\section{Premises}

Over a range of gas composition, CO oxidation on Ir(111) has two stable steady states, an oxygen-rich state of high rate and a CO-rich state of low rate. Where both are present, the boundary between them moves. Stop at each \textbf{Predict} and commit to an answer before reading on. Coverages are in monolayers (ML, per surface Ir atom), lengths in $\mu$m and times in s.

\begin{enumerate}
\item[P1.] CO occupies a triangular lattice of spacing $a$, at most one molecule per site, and hops to each empty neighbour at a rate $h$ that does not depend on other adsorbates.
\item[P2.] Hopping is much faster than adsorption, desorption and reaction, so CO is locally randomised and the net chemical rate is a function $f(u)$ of the local CO coverage $u$.
\item[P3.] Oxygen is immobile and follows $u$ without delay.
\item[P4.] $f$ is the cubic of the Schl\"ogl model,
\begin{equation}
f(u)=-k(u-u_1)(u-u_2)(u-u_3),\qquad u_1<u_2<u_3,\quad k>0 .
\end{equation}
\end{enumerate}
Since $f'<0$ at $u_1$ and $u_3$ and $f'>0$ at $u_2$, the outer roots are stable and the middle root is unstable. The cubic is the leading form of $f$ near the cusp where the three roots merge; elsewhere it is an interpolation. We write $\Delta=u_3-u_1$, $\delta=u_1+u_3-2u_2$ and $\varepsilon=\delta/\Delta$, so $-1<\varepsilon<1$.

\section{From hops to a diffusion tensor}

\textbf{Predict.} A hop needs an empty target site. Does this blocking make the diffusion coefficient depend on coverage?

With occupations $n_i=0,1$ the net gain of site $i$ from a neighbour $j$ is $h[n_j(1-n_i)-n_i(1-n_j)]=h(n_j-n_i)$. The products cancel, so the hopping part of the mean equation closes exactly, without factorising pair probabilities. Expanding $\langle n_j\rangle$ to second order in the six neighbour vectors $\mathbf d$, with $\sum\mathbf d=0$ and $\sum d_\alpha d_\beta=3a^2\delta_{\alpha\beta}$, gives $D_0\nabla^2u$ with the constant $D_0=\tfrac32ha^2$.

\textbf{Predict.} Can a perfect (111) terrace have $D_x\neq D_y$?

It cannot. A symmetric $2\times2$ tensor is a multiple of the unit matrix plus a traceless part, and a rotation by $\theta$ turns the two components of the traceless part into each other by the angle $2\theta$. Invariance under the threefold axis requires invariance under a turn by $240^\circ$, which only zero satisfies. Anisotropy on Ir(111) needs something that breaks the threefold axis, such as parallel steps.

Idealise the steps as follows. Close-packed rows run along $x$ with spacing $b=a\sqrt3/2$, all sites have equal energy, and every $N$th link between rows has the reduced rate $sh$. Each site has two neighbours in the next row. Across the steps a stationary flux passes $N$ links in series, so the resistances $1/(2h)$ and $1/(2sh)$ add, and $D_y=Nb^2/[(N-1)/(2h)+1/(2sh)]$. Along the steps a profile linear in $x$ is stationary on every row, so the links act in parallel: in-row hops give $ha^2$, and inter-row hops, with $d_x=\pm a/2$, give $a^2/2$ times the mean link rate $h(N-1+s)/N$. Hence
\begin{equation}
D_x=D_0\Big[1-\frac{1-s}{3N}\Big],\qquad D_y=\frac{N D_0}{N-1+1/s},
\label{steps}
\end{equation}
and on scales much larger than the terrace width $L=Nb$
\begin{equation}
\partial_tu=f(u)+D_x\,\partial_x^2u+D_y\,\partial_y^2u .
\label{rd}
\end{equation}

\section{The planar front}

Take one direction with coefficient $D$ and seek $u=U(\xi)$, $\xi=x-vt$, with $U(-\infty)=u_3$ and $U(+\infty)=u_1$. Then $v>0$ means that the CO-rich state invades. Because $\partial_tu=-vU'$,
\begin{equation}
DU''+vU'+f(U)=0 .
\label{ode}
\end{equation}

\textbf{Predict.} Multiply Eq.~\eqref{ode} by $U'$ and integrate over all $\xi$. What fixes the sign of $v$?

The first term gives $\tfrac D2[U'^2]=0$, since the profile is flat at both ends. The last gives $\int_{u_3}^{u_1}f\,du$. Therefore
\begin{equation}
v\int_{-\infty}^{\infty}U'^2\,d\xi=\int_{u_1}^{u_3}f\,du\equiv\Phi .
\label{area}
\end{equation}
For any bistable $f$ the sign of $v$ is the sign of the area $\Phi$, and the front rests at $\Phi=0$. This equal-area point defines equistability. It is a kinetic condition: $\Phi$ is built from rates and is no free energy. For the cubic put $u=\tfrac12(u_1+u_3)+\Delta z$, so that $f=k\Delta^3(\tfrac14-z^2)(z+\varepsilon/2)$ on $-\tfrac12\le z\le\tfrac12$. The odd part drops out and $\int(\tfrac14-z^2)\,dz=\tfrac16$, so
\begin{equation}
\Phi=\frac{k\Delta^4\varepsilon}{12}=\frac{k\Delta^3\delta}{12}.
\label{phi}
\end{equation}

\textbf{Predict.} The slope $U'$ must be negative and vanish at $u_1$ and $u_3$. What is the simplest such function of $U$, and how many conditions does Eq.~\eqref{ode} then impose?

Try $U'=-A(U-u_1)(u_3-U)$ with $A>0$. The chain rule gives $U''=A^2(u_1+u_3-2U)(U-u_1)(u_3-U)$. All three terms of Eq.~\eqref{ode} carry the factor $(U-u_1)(u_3-U)$, and dividing it out leaves
\begin{equation}
DA^2(u_1+u_3-2U)-vA+k(U-u_2)=0 .
\end{equation}
This is linear in $U$, so there are two conditions for the two unknowns. The terms in $U$ give $A=\sqrt{k/2D}$. The constants give $vA=\tfrac k2(u_1+u_3)-ku_2=\tfrac k2\delta$. Thus
\begin{equation}
v=c\sqrt D,\qquad c=\sqrt{k/2}\,(u_1+u_3-2u_2),
\label{speed}
\end{equation}
with $c$ in s$^{-1/2}$. Integrating the logistic equation for $U$, with $\xi=0$ at the midpoint,
\begin{equation}
U=u_1+\frac{\Delta}{1+e^{\xi/\ell}},\qquad \ell=\ell_0\sqrt D,\qquad \ell_0=\frac{\sqrt{2/k}}{\Delta},\qquad c\,\ell_0=\varepsilon .
\label{profile}
\end{equation}
As a control, $\int U'^2d\xi=A\int_{u_1}^{u_3}(u-u_1)(u_3-u)\,du=A\Delta^3/6$, and Eqs.~\eqref{area} and \eqref{phi} return $v=k\delta/2A$. The speed vanishes when $u_2$ lies midway between the stable states, which is the equal-area point.

A guessed solution needs two more arguments. \emph{Uniqueness:} for a monotone front $p(u)=-U'>0$ obeys $dp/du=v/D-f/(Dp)$. At a given point $(u,p)$ the slope rises with $v$, so the curve that leaves $u_1$ moves up with $v$ and the curve traced back from $u_3$ moves down. They meet at $u_2$ for one $v$ only. \emph{Stability:} a perturbation $e^{-v\xi/2D}\chi$ evolves under the self-adjoint operator $D\partial_\xi^2-v^2/4D+f'(U)$. Differentiating Eq.~\eqref{ode} shows that $\chi=e^{v\xi/2D}U'$ has eigenvalue zero. It decays on both sides because $|v|\ell/2D=|\varepsilon|/2<1$, and it has no node, so it is the highest eigenvalue. It only shifts the front, and all other modes decay.

\section{Direction-dependent speed}

Define $X=x/\sqrt{D_x}$ and $Y=y/\sqrt{D_y}$, both in s$^{1/2}$. Equation~\eqref{rd} becomes isotropic with unit coefficient, and every planar front moves at $c$ with width $\ell_0$.

\textbf{Predict.} A straight front has the unit normal $(\cos\phi,\sin\phi)$ in the real plane. Which average of $D_x$ and $D_y$ sets its normal speed?

The line $x\cos\phi+y\sin\phi=Vt$ reads $X\sqrt{D_x}\cos\phi+Y\sqrt{D_y}\sin\phi=Vt$. The coefficient vector has length $\sqrt{D_n}$ with $D_n=D_x\cos^2\phi+D_y\sin^2\phi$. Dividing by this length gives a front with unit normal and speed $V/\sqrt{D_n}$, which must equal $c$:
\begin{equation}
V(\phi)=c\sqrt{D_x\cos^2\phi+D_y\sin^2\phi}.
\label{normal}
\end{equation}
The width is $\ell_0\sqrt{D_n}$. Direct substitution of $U(x\cos\phi+y\sin\phi-Vt)$ in Eq.~\eqref{rd} gives Eq.~\eqref{ode} with $D=D_n$ and confirms this.

\textbf{Predict.} A large island grows from a point. Is its speed along a ray at polar angle $\psi$ given by Eq.~\eqref{normal} with $\phi=\psi$?

Only on the axes. At long times the island is the circle $X^2+Y^2=c^2t^2$, that is the ellipse $x^2/D_x+y^2/D_y=c^2t^2$. Setting $(x,y)=r(\cos\psi,\sin\psi)$,
\begin{equation}
\frac{dr}{dt}=\frac{c}{\sqrt{\cos^2\psi/D_x+\sin^2\psi/D_y}} .
\label{ray}
\end{equation}
This harmonic average lies below the arithmetic one, because off the axes the normal of an ellipse does not point along the ray.

\section{Curvature and the critical nucleus}

Work in the scaled plane with $c>0$, and place a disc of $u_3$ with radius $R(t)$ in a sea of $u_1$. With the scaled radial coordinate $\varrho$, $\rho=\varrho-R$ and $u=U(\rho)$,
\begin{equation}
U''+\Big(\dot R+\frac1{R+\rho}\Big)U'+f(U)=0 .
\label{radial}
\end{equation}

\textbf{Predict.} $U'$ differs from zero only for $|\rho|\lesssim\ell_0$. What follows for $R\gg\ell_0$?

There $1/(R+\rho)\approx1/R$ is constant, and Eq.~\eqref{radial} is Eq.~\eqref{ode} with $D=1$. By uniqueness the bracket equals $c$:
\begin{equation}
\dot R=c-\frac1R,\qquad R_c=\frac1c .
\label{eik}
\end{equation}
The assumption $R\gg\ell_0$ holds at $R_c$ if $\ell_0/R_c=\varepsilon\ll1$, which is nearness to equistability. Mapping the circle $X^2+Y^2=1/c^2$ back gives the critical nucleus
\begin{equation}
\frac{x^2}{a_x^2}+\frac{y^2}{a_y^2}=1,\qquad a_x=\frac{\sqrt{D_x}}{c},\qquad a_y=\frac{\sqrt{D_y}}{c}.
\label{nucleus}
\end{equation}
The axis ratio $\sqrt{D_x/D_y}$ is free of the chemistry, and the long axis lies along the fast direction. For $c<0$ the roles swap: the nucleus is an island of $u_1$, with $|c|$ in place of $c$.

For a gently curved front of any shape $1/R$ becomes the local curvature $\tilde\kappa$ in the scaled plane. The outline $\varrho=R_c+\eta\cos m\theta$ has $\tilde\kappa=c+c^2(m^2-1)\eta\cos m\theta$ to first order, so $\dot\eta=c^2(1-m^2)\eta$. The size mode $m=0$ grows at the rate $c^2$, the mode $m=1$ is a translation, and all $m\ge2$ decay. The nucleus is a saddle with one unstable direction: smaller islands vanish and larger ones grow.

\textbf{Predict.} In the real plane, at a point where the normal is along $x$, does the curvature $\kappa$ enter with $D_x$ or with $D_y$?

Let the front be $x=s_f(y,t)$ and $u=U(x-s_f)$. Where $\partial_ys_f=0$ one has $\partial_y^2u=-U'\partial_y^2s_f$, and a convex island has $\partial_y^2s_f=-\kappa$. Then $V=c\sqrt{D_x}-D_y\kappa$: the loss comes from sideways spreading, so the tangential coefficient appears. For a general normal, a scaled circle of curvature $\tilde\kappa$ maps to an ellipse whose tangent with normal angle $\phi$ lies at the distance $H=\sqrt{D_n}/\tilde\kappa$ from the centre. Its radius of curvature is $H+d^2H/d\phi^2=D_xD_y/(\tilde\kappa D_n^{3/2})$. Curvature is local, so this links $\kappa$ and $\tilde\kappa$ on any curve, and $V=\sqrt{D_n}\,(c-\tilde\kappa)$ becomes
\begin{equation}
V=c\sqrt{D_n}-\frac{D_xD_y}{D_n}\,\kappa .
\end{equation}

\subsection*{Accuracy of $R_c=1/c$}

Set $\dot R=0$ and $U=U_0+U_1$, with $U_0$ the planar front and $R$ the midpoint radius. Then $\mathcal LU_1=-[1/(R+\rho)-c]\,U_0'+\dots$ with $\mathcal L=\partial_\rho^2+c\,\partial_\rho+f'(U_0)$. For $R\approx1/c$ the source is of order $\varepsilon^2$, so $U_1$ is too, and the omitted terms are of order $\varepsilon^4$. The adjoint of $\mathcal L$ annihilates $e^{c\rho}U_0'$, and a bounded $U_1$ exists only if the source is orthogonal to this function. Let $\langle\cdot\rangle$ be the average with weight $U_0'^2$, which is even in $\rho$. Expanding $e^{c\rho}[1/(R+\rho)-c]$ in $\rho$, the odd powers drop out and
\begin{equation}
\Big(\frac1R-c\Big)\Big[1+\langle\rho^2\rangle\Big(\frac1{R^2}+\frac{c^2}2\Big)\Big]=O(\varepsilon^4)/\ell_0 .
\end{equation}
Hence $cR_c=1+O(\varepsilon^3)$ as far as powers of $\varepsilon$ go. A second departure is exponentially small. Inside the disc $u_3-u\propto I_0(q\varrho)$, the modified Bessel function, with $q^2=-f'(u_3)=k\Delta(u_3-u_2)$. Matching to the tail $\Delta e^{\rho/\ell_0}$ of Eq.~\eqref{profile} puts the centre about $w_0=\Delta/I_0(qR_c)$ below $u_3$, and the driving area $\Phi$ loses about $q^2w_0^2/2$.

\section{Range of validity}

\emph{Geometry.} Equations~\eqref{speed} and \eqref{normal} are exact for Eq.~\eqref{rd} over the whole bistable range. Equation~\eqref{nucleus} needs $|\varepsilon|\ll1$. As $|\varepsilon|\to1$ the radius $1/|c|$ falls to the front width and the nucleus is a bump that does not reach the other state. It keeps elliptical contours with the same axis ratio, since the rescaling is exact. Averaging over terraces needs $L\ll\ell_0\sqrt{D_y}$, with relative corrections of order $L^2/(\ell_0^2D_y)$, and straight, evenly spaced steps over the size of the island.

\emph{Interactions (P1, P4).} Lateral interactions make $D$ depend on $u$.

\textbf{Predict.} Does the equal-area rule survive?

At rest $(DU')'+f=0$. Multiplying by $DU'$ makes the first term a total derivative, so the condition is $\int D f\,du=0$. For $D=\bar D(1+\beta z)$, and with $\int z^2(\tfrac14-z^2)\,dz=\tfrac1{120}$,
\begin{equation}
\int_{u_1}^{u_3}Df\,du=k\Delta^4\bar D\Big(\frac{\varepsilon}{12}+\frac{\beta}{120}\Big).
\end{equation}
Equistability moves to $\varepsilon=-\beta/10$, and to first order in $\varepsilon$ and $\beta$ one has $c=(\varepsilon+\beta/10)/\ell_0$. A distortion $f\to f(1+\beta z)$ of the cubic gives the same shift. Near equistability such a shift competes with $\varepsilon$ itself. If $\beta$ differs between $x$ and $y$, equistability depends on direction and the rescaling fails.

\emph{Oxygen (P3).} Let the oxygen coverage obey $\partial_tw=g(u,w)$, let the CO rate be $\hat f(u,w)$, and let $g(u,W(u))=0$, so that $f(u)=\hat f(u,W)$. For slow change $g_w(w-W)=W'\partial_tu$, and inserting this lag in $\hat f$ replaces $\partial_tu$ by $\mu\,\partial_tu$ with $\mu=1-\hat f_wW'/g_w$. Where the reaction term dominates both derivatives, $\hat f_w\approx g_w$ and $\mu\approx1-W'>1$: the front has to burn off the stored oxygen. This factor does not vanish for fast reaction. Near equistability Eq.~\eqref{area} shows that speeds are divided by $\langle\mu\rangle$. The equal-area point and the nucleus are stationary and are unchanged, provided $c$ in Eq.~\eqref{nucleus} is taken from Eq.~\eqref{speed} and not from an observed speed.

\emph{Correlations and noise (P2).} Fast hopping removes CO correlations, not the ordering of the oxygen layer, which has to be built into $f$. The deterministic picture needs many sites within an area $\ell_0^2\sqrt{D_xD_y}$. It fails on nanometre facets and at high pressure, where adsorption rates approach $h$.

\section{Numerical illustration}

All inputs are approximate or assumed values of typical size for a stepped Ir(111) surface under low-pressure flow: $T=500$ K, $a=0.272$ nm, $h=\nu e^{-E/k_BT}$ with $\nu=10^{12}$ s$^{-1}$ and $E=0.50$ eV, an extra step barrier of 0.25 eV, $N=100$, $u_1=0.05$, $u_2=0.27$, $u_3=0.55$ ML and $k=8$ ML$^{-2}$s$^{-1}$.

With $k_BT=0.0431$ eV, $h=9.1\times10^{6}$ s$^{-1}$, $D_0=1.01$ $\mu$m$^2$/s and $1/s=331$. Equation~\eqref{steps} gives $D_x/D_0=0.997$ and $D_y/D_0=0.233$, so $D_x=1.01$ and $D_y=0.235$ $\mu$m$^2$/s, with $L=24$ nm. The kinetics gives $\Delta=0.50$ ML, $\delta=0.06$ ML, $c=0.12$ s$^{-1/2}$, $\ell_0=1.0$ s$^{1/2}$, $\varepsilon=0.12$ and $R_c=8.3$ s$^{1/2}$. Equistability would need $u_2=0.30$ ML.

\textbf{Predict.} Work out the speeds, widths and semi-axes before looking at the table.

\begin{center}
\begin{tabular}{lcc}
\hline
 & along steps ($x$) & across steps ($y$)\\
\hline
planar speed ($\mu$m/s) & 0.12 & 0.058\\
width $\ell$ ($\mu$m) & 1.0 & 0.49\\
critical semi-axis ($\mu$m) & 8.4 & 4.0\\
\hline
\end{tabular}
\end{center}

The axis ratio is 2.1. At $45^\circ$ the normal speed of Eq.~\eqref{normal} is 0.095 $\mu$m/s, while the ray speed of Eq.~\eqref{ray} is 0.074 $\mu$m/s. A deviation from the critical size grows by a factor $e$ in $1/c^2=69$ s. The nucleus covers $\pi a_xa_y/(a^2\sqrt3/2)=1.7\times10^{9}$ sites, far too many for intrinsic coverage fluctuations to assemble, so islands have to start at defects or from external perturbations.

The geometric corrections are small: $\varepsilon^3=1.7\times10^{-3}$ and $L^2/(\ell_0^2D_y)=2.4\times10^{-3}$. With $q^2=1.12$ s$^{-1}$ and $qR_c=8.8$ the centre lies $w_0\approx5\times10^{-4}$ ML below $u_3$, which lowers $\Phi=5.0\times10^{-3}$ ML$^2$/s by a fraction $3\times10^{-5}$.

The chemical corrections are not small. If $D$ rises from $0.7\bar D$ to $1.3\bar D$ across the front ($\beta=0.6$), the shift $\beta/10=0.06$ raises $c\ell_0$ to about 0.18, speeds grow by a factor near 1.5 and the semi-axes shrink to about 0.67 of the tabulated values. An oxygen-rich state with a typical 0.25 ML of oxygen gives a mean slope $|W'|\approx0.5$, so $\mu$ is of order 1.5 and speeds fall by a factor of that order. A change of 0.05 eV in $E$ at fixed step barrier increment rescales all lengths and speeds by 1.8. The absolute entries of the table are therefore estimates good to roughly a factor of two for such changes. The axis ratio is sturdier: as long as $D_x$ and $D_y$ share one coverage dependence, it equals the ratio of the planar speeds along and across the steps, whatever $f$ and $\mu$ are.